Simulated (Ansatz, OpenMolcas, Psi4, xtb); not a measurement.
**CH6BN (SMILES CBN): methods side by side**

The species is CH6BN (9 atoms), meant as a singlet with charge 0. As SMILES, `CBN`. The coordinates come from a PBE0-D4/def2-TZVP relaxation.

Quantity: the HOMO–LUMO gap, in eV. The values are calculated.

| level | kind | program | value (eV) | CPU time |
| --- | --- | --- | --- | --- |
| GFN1-xTB | semi-empirical | xtb | 6.38 | under 2 s |
| HF/cc-pVDZ | Hartree–Fock | Psi4 | 16.41 | 9 s |
| SVWN5/cc-pVDZ | LDA | Ansatz | 6.77 | 2.3 s |
| PBE/cc-pVDZ | GGA | Psi4 | 6.84 | 47 s |
| M06-L/cc-pVDZ | meta-GGA | Psi4 | 7.56 | 2 min |
| M06-2X/cc-pVDZ | hybrid meta-GGA | OpenMolcas | 11.62 | 37 s |
| PBE0/cc-pVDZ | global hybrid | Psi4 | 9.27 | 52 s |
| wB97M-V/cc-pVDZ | range-separated hybrid | Ansatz | 13.77 | 30 s |
| B2PLYP/cc-pVDZ | double hybrid | Ansatz | 11.94 | 4.6 s |

The values span 6.38 to 16.41 eV. Orbital gaps aren't excitation energies, and those of double hybrids come from the SCF part alone; they tend to grow with the share of exact exchange. CPU times are rough (shared hosts, several kinds of processor and program).

The gap stays wide at every level, as expected for a small aminoborane with no extended conjugation. Nitrogen donates its lone pair into the empty boron p orbital, giving a B–N π bond isoelectronic with the C=C bond of an alkene but polarised towards nitrogen. The filled π level therefore lies mainly on nitrogen and its antibonding partner mainly on boron, and this electronegativity difference helps keep the two apart.

The semilocal functionals lie fairly close together, from 6.77 to 7.56 eV, whereas wB97M-V gives 13.77 eV and Hartree–Fock 16.41 eV, probably because nonlocal exchange stabilises occupied orbitals much more than empty ones. The spread thus says more about how each method defines its orbital energies than about any change in the B–N bond. The larger values are closer in meaning to the difference between ionisation energy and electron affinity, but their virtual level is probably sensitive to the absence of diffuse functions, so the numbers don't establish a converged fundamental gap.
